**Why two equivalent-looking phonons of AlN differ more than 150-fold in Raman activity**

Whether a zone-centre phonon of wurtzite AlN shows up in a spectrum depends on three things: whether the two Al–N units of the cell move in step, whether they move along the c axis or across it, and how far bonded atoms move against each other. Rows 1 and 4 have the same symmetry, yet row 4 scatters more than 150 times as strongly. In row 1 each aluminium atom travels with most of its nitrogen neighbours, and in row 4 it moves against them.

Zone-centre phonons of wurtzite AlN (a = 3.089 Å, c = 4.943 Å) from a scalar-relativistic plane-wave PAW calculation in Ansatz 0.2.0, with the LDA functional, a 420 eV cutoff and a 12×12×6 k mesh. Each row is one level, with infrared intensity and static Raman activity summed over its degenerate vibrations. The frequencies leave out LO–TO splitting.

```csv
row,phonon frequency (cm⁻¹),degeneracy,infrared intensity ((D/Å)²/amu),raman activity (Å^4/amu),depolarisation ratio
1,239.6,2,0,0.12,0.750000
2,553.3,1,0,0,n/a
3,620.1,1,36.1,21.4,0.746500
4,666.4,2,0,19.1,0.750000
5,678.0,2,63.9,9.9,0.750000
6,729.2,1,0,0,n/a
```

Infrared intensity measures the oscillating dipole of a vibration. Raman activity measures how far the vibration changes the electronic polarisability, and both are summed over the degenerate partners of a level. The motions quoted below come from the eigenvectors of the same LDA calculation, and the printed output after this text lists them.

**In step or out of step**

The two Al–N units are related by a half-turn about the c axis combined with a shift along it. In rows 3 and 5 they move in step, so their dipoles add and the level absorbs infrared light. In the other four rows they move oppositely, and the dipoles cancel.

The polarisability follows a different rule, because it also matters how each atom's surroundings are turned. For motion along c, the half-turn alters neither the displacement nor the polarisability change that it causes. Opposite displacements therefore give opposite changes, which cancel. This is why rows 2 and 6 are silent in both columns.

For motion across c, the half-turn reverses the displacement but leaves the polarisability change within the plane as it was. Two units moving oppositely then produce the same in-plane change, and the contributions add. Rows 1 and 4, the two E2 levels, are therefore Raman-active although they have no infrared intensity.

**Rows 1 and 4: sliding layers and strained bonds**

Symmetry permits Raman scattering in row 1 but doesn't set its strength. There, an aluminium atom and one of the nitrogen atoms move in the same direction, the nitrogen by 0.89 of the aluminium's amplitude. The crystal consists of double layers in which each atom has three bonds, with a single bond per atom joining one double layer to the next. The atoms moving together must belong to the same double layer, since otherwise the three bonds inside it would be strained and the frequency would be high. Whole layers therefore slide, and mainly the joining bonds bend.

In row 4 the same two atoms move against each other. This strains the three bonds inside the double layer, and the frequency is 2.8 times that of row 1. It also changes the polarisability much more, since that depends chiefly on how bonded atoms are displaced relative to each other. The joining bonds do tilt in row 1, but tilting a bond that lies along c mainly couples the c direction to the plane, and that part cancels when the two units move oppositely.

This picture gives an estimate for row 1. Moving the whole crystal changes no polarisability, so aluminium and nitrogen must respond equally and oppositely when both units move in step. Suppose that this also holds within one double layer when the units move oppositely. The activity $S$ then grows as the square of the relative displacement $\Delta u$ of the two atoms, and row 4 serves as the reference:

$$S_1 \approx S_4\left(\frac{\Delta u_1}{\Delta u_4}\right)^2 = 19.1\left(\frac{0.0123}{0.2325}\right)^2 \approx 0.05\ \text{Å}^4/\text{amu}.$$

The calculation gives 0.12, so the estimate explains why row 1 is almost dark but recovers less than half of its activity. The rest comes from unequal responses of aluminium and nitrogen, which matter most where two contributions nearly cancel. Together with the motions, the activities of rows 1 and 4 leave two possibilities: nitrogen responds about 6 % more weakly than aluminium, or about 35 % more strongly. An activity is a square and hides the sign that would decide between them.

**Row 3: a symmetric vibration that looks unsymmetric**

The depolarisation ratio compares scattered light polarised across the incident field with light polarised along it, averaged over all crystal orientations. Its value is 0.75 when the polarisability change has no isotropic part, as symmetry demands of rows 1, 4 and 5. Row 3, the A1 level, keeps the full symmetry of the crystal and could have a much lower ratio. It has 0.7465, which means that the isotropic part supplies only about 0.3 % of its activity.

Zincblende, a simpler stacking of the same tetrahedra, explains this. There, an atom displaced along one cube edge changes the polarisability only by coupling the other two edges, which leaves no isotropic part. The c axis of wurtzite corresponds to a body diagonal of that cube. Displacement along the diagonal raises the polarisability along it and lowers it by half as much in each of the two directions across it, or the reverse, so the sum is still zero.

The same comparison predicts how the activity is shared among rows 3, 5 and 4, whose relative displacements are nearly equal. Let a displacement along the diagonal have strength 1. A displacement across it also has strength 1, of which one third couples the c direction to the plane and two thirds acts within the plane. The first part survives when the units move in step (row 5), the second when they move oppositely (row 4). With two directions across the axis, rows 3, 5 and 4 should stand as $1:\tfrac{2}{3}:\tfrac{4}{3}$, or 3:2:4.

Rows 4 and 5 keep close to this, with a ratio of 1.93 instead of 2. Row 3 doesn't: it has 2.16 times the activity of row 5, where ideal tetrahedra give 1.5. The analogy treats the c axis as just one of four equivalent bond directions, which wurtzite does not. The electronic dielectric constant is indeed larger along c than across it, 4.62 against 4.40. That makes a stronger response in row 3 plausible, but it is a hint and not a derivation of the excess.

**Reading the strengths in a spectrum**

Row 5 has the largest infrared intensity only because it contains two vibrations. Each of them has about 0.88 of the intensity of row 3. The effective charge that a moving atom carries is slightly smaller across c than along it, and the intensity depends on its square.

For a film with its c axis upright, probed by Raman backscattering along c, the light field lies in the plane. Row 5 needs a field component along c and drops out, while row 4 remains visible. Row 3 then appears as a longitudinal vibration, stiffened by its own electric field, which the tabulated frequencies leave out. The dielectric constants of the same run place it near 890 cm⁻¹ instead of 620 cm⁻¹, and the tabulated activity doesn't apply to it. LDA also tends to overstate the electronic response, and here it ran on PAW datasets made for PBE, so absolute activities are less secure than the zeros, which rest on symmetry.

Printed output of the fit:

```
Motion (amplitudes in amu^-1/2; phase +1 if both Al move alike):
  row  phase         Al           N  Al against N
    1     -1     0.1145      0.1022       0.01232
    2     -1     0.1361  -0.0008035        0.1369
    3      1    0.07958     -0.1533        0.2329
    4     -1    0.07363     -0.1589        0.2325
    5      1    0.07958     -0.1533        0.2329
    6     -1  0.0005789      0.1889        0.1884
Intensities:
  row  infrared per component  Raman activity  ideal 3:2:4 share
    1                       0            0.12                  0
    2                       0               0                  0
    3                    36.1            21.4               16.8
    4                       0            19.1               22.4
    5                   31.95             9.9               11.2
    6                       0               0                  0
Number of optical modes, degeneracy counted: 9
Row 1, N amplitude over Al amplitude: 0.8924
Frequency, row 4 over row 1: 2.781
Raman activity, row 4 over row 1: 159.2
Row 1 activity estimated from row 4 and relative displacement (Å^4/amu): 0.05357
Raman activity, row 4 over row 5 (ideal 2): 1.929
Raman activity, row 3 over row 5 (ideal 1.5): 2.162
Row 3, isotropic part of the activity (%): 0.2672
Infrared intensity, row 5 over row 3, whole levels: 1.77
Infrared intensity, row 5 over row 3, per component: 0.885
Squared Born charge, across c over along c: 0.8838
Frequency, row 5 less row 3 (cm^-1): 57.9
Frequency, row 6 over row 2: 1.318
Same ratio from the masses alone: 1.388
LO partner of row 3 from the dielectric constants (cm^-1): 890.4
LO partner of row 5 from the dielectric constants (cm^-1): 915.9
```
